Appendix. Stochastic velocity rescaling and its exact step, worked for one rigid CO₂ molecule

A.1 The thermostat

In the scheme of Bussi, Donadio and Parrinello (2007) all velocities are multiplied by one random factor α, chosen so that the kinetic energy K of Nf degrees of freedom follows, in the Itô convention,

(1) dK = (K₀ − K) dt/τ + 2 √(K K₀/(Nf τ)) dW, K₀ = Nf kT/2.

Here k is the Boltzmann constant, β = 1/kT and ⟨dW²⟩ = dt. Half the squared noise amplitude is kT K/τ. Zero probability flux requires (K₀ − K) p = kT d(K p)/dK, which gives p(K) ∝ K^(Nf/2 − 1) exp(−βK), the canonical law.

To integrate (1), write K = |x|²/2 with an auxiliary Nf-vector obeying dx = −x dt/(2τ) + √(kT/τ) dW, where W is now a vector of independent Wiener processes. Itô's rule then returns (1). This linear process has the exact step x′ = √c x + √((1 − c)kT) R, with c = exp(−h/τ) and R a vector of independent standard normal numbers. Taking R₁ along x, squaring, and using kT/2 = K₀/Nf gives

(2) α² = K′/K = c + (1 − c)(K₀/(Nf K)) Σ(i = 1…Nf) Rᵢ² + 2R₁ √(c(1 − c)K₀/(Nf K)).

Hence y = Nf K′/((1 − c)K₀) is a noncentral χ² variable with Nf degrees of freedom and noncentrality λ = c Nf K/((1 − c)K₀). It is never negative, and

(3) ⟨K′⟩ = cK + (1 − c)K₀, Var K′ = 2(1 − c)²K₀²/Nf + 4c(1 − c)K K₀/Nf.

A.2 Model and question

Take one classical, rigid, linear CO₂ molecule, free of forces and with its momentum retained: three translations and two rotations, Nf = 5. Free motion conserves K, so K changes only through (2), and n steps of length h have the law of one step of length nh. Rescaling freezes the ratio of translational to rotational energy, so only the total K is sampled canonically. The illustrative inputs are T = 300 K, τ = 0.10 ps and h = 2 fs. Then kT = 4.14 × 10⁻²¹ J and K₀ = 1.04 × 10⁻²⁰ J. Starting from K = K₀, we want the probability P that after 25 steps (t = 50 fs, t/τ = 0.5) K lies below K₀/4 = 2.59 × 10⁻²¹ J, a kinetic temperature 2K/(Nf k) of 75 K.

A.3 Estimate by hand

At K = K₀ the drift vanishes, so let K diffuse with its starting noise amplitude. The spread is σ = 2K₀ √(t/(Nf τ)) ≈ 0.63 K₀. The threshold is 0.75 K₀ away, about 1.2 σ, and the one-sided normal tail there is P ≈ 0.12, one run in 8.

A.4 Careful calculation

With t in place of h, c = 0.6065, λ = 5c/(1 − c) = 7.707, and the threshold is y* = (5/4)/(1 − c) = 3.177. The transform ⟨exp(−sy)⟩ = (1 + 2s)^(−Nf/2) exp(−λ/2) exp[(λ/2)/(1 + 2s)], expanded in its last factor, shows y to be a Poisson mixture of central χ² laws with Nf + 2j degrees of freedom:

(4) P = Σ(j ≥ 0) wⱼ G(5/2 + j, y*/2), wⱼ = exp(−λ/2)(λ/2)ʲ/j!,

where G is the regularised lower incomplete gamma function, λ/2 = 3.854 and y*/2 = 1.588.

j    wⱼ       G        wⱼG
0    0.0212   0.3273   0.0069
1    0.0817   0.1318   0.0108
2    0.1574   0.0431   0.0068
3    0.2022   0.0118   0.0024
4    0.1948   0.0028   0.0005

The terms with j ≥ 5 add 0.0001, so P = 0.0275, one run in 36. As t → ∞, c and λ vanish and P tends to the canonical fraction G(5/2, 5/8) = 0.060.

A.5 Why the two differ

Without rounding the estimate is 0.1178, which is 4.3 times the exact value and about twice the canonical fraction. It is a single Euler step of (1) over the whole interval, and it places a probability of 0.057 at K < 0. The factor 4.3 splits into three parts.

Saturation of the spread, a factor 1.7. For K = K₀, (3) gives Var K′ = (2K₀²/Nf)(1 − c²). The estimate keeps only its first order in t, 4K₀² t/(Nf τ), and so omits the drift that pulls excursions back. The exact spread is 0.503 K₀, or 0.795 of the estimated one. The threshold moves to 1.49 σ and the normal tail falls to 0.0679.

Fading of the noise, a factor 2.2. The amplitude in (1) goes as √K and has halved at the threshold, so low energies are approached slowly and the law leans to the high side: its skewness 8(Nf + 3λ)/(2Nf + 4λ)^(3/2) is 0.86. The variable with constant noise is u = √(K/K₀), for which Itô's rule gives

(5) du = [(1 − 1/Nf)/u − u] dt/(2τ) + dW/√(Nf τ).

Treat u as normal. To leading order its spread is half the relative spread of K, 0.251, and ⟨u²⟩ = 1 fixes its mean at 0.968. The threshold u = 1/2 lies 1.86 spreads below the mean, and the tail is 0.0314.

Remainder, a factor 1.14. It collects the leading-order conversion of the moments and the non-normal shape of u, whose repulsive drift term in 1/u is twice as strong at the threshold as at the start.

The ratio of spreads, √((1 − c²)τ/(2t)), is independent of Nf and tends to 1 only for t ≪ τ. The skewness scales as Nf^(−1/2), so for a threshold a fixed number of spreads away the last two factors tend to 1 in a large system; they are the mark of small Nf.

The value 0.0275 is the model's, set by the chosen τ, and is no property of CO₂. A molecule in the gas near room temperature and 10⁵ Pa changes its energy in collisions, typically about 10⁻¹⁰ s apart, some 2000 times t, so over 50 fs the model relaxes K far faster than the gas does. The canonical fraction 0.060 does carry over to the translational plus rotational energy of the dilute gas, because an approximate rotational constant B of 39 m⁻¹ gives a rotational temperature of 0.56 K (B times the Planck constant and the speed of light, divided by k), far below 75 K.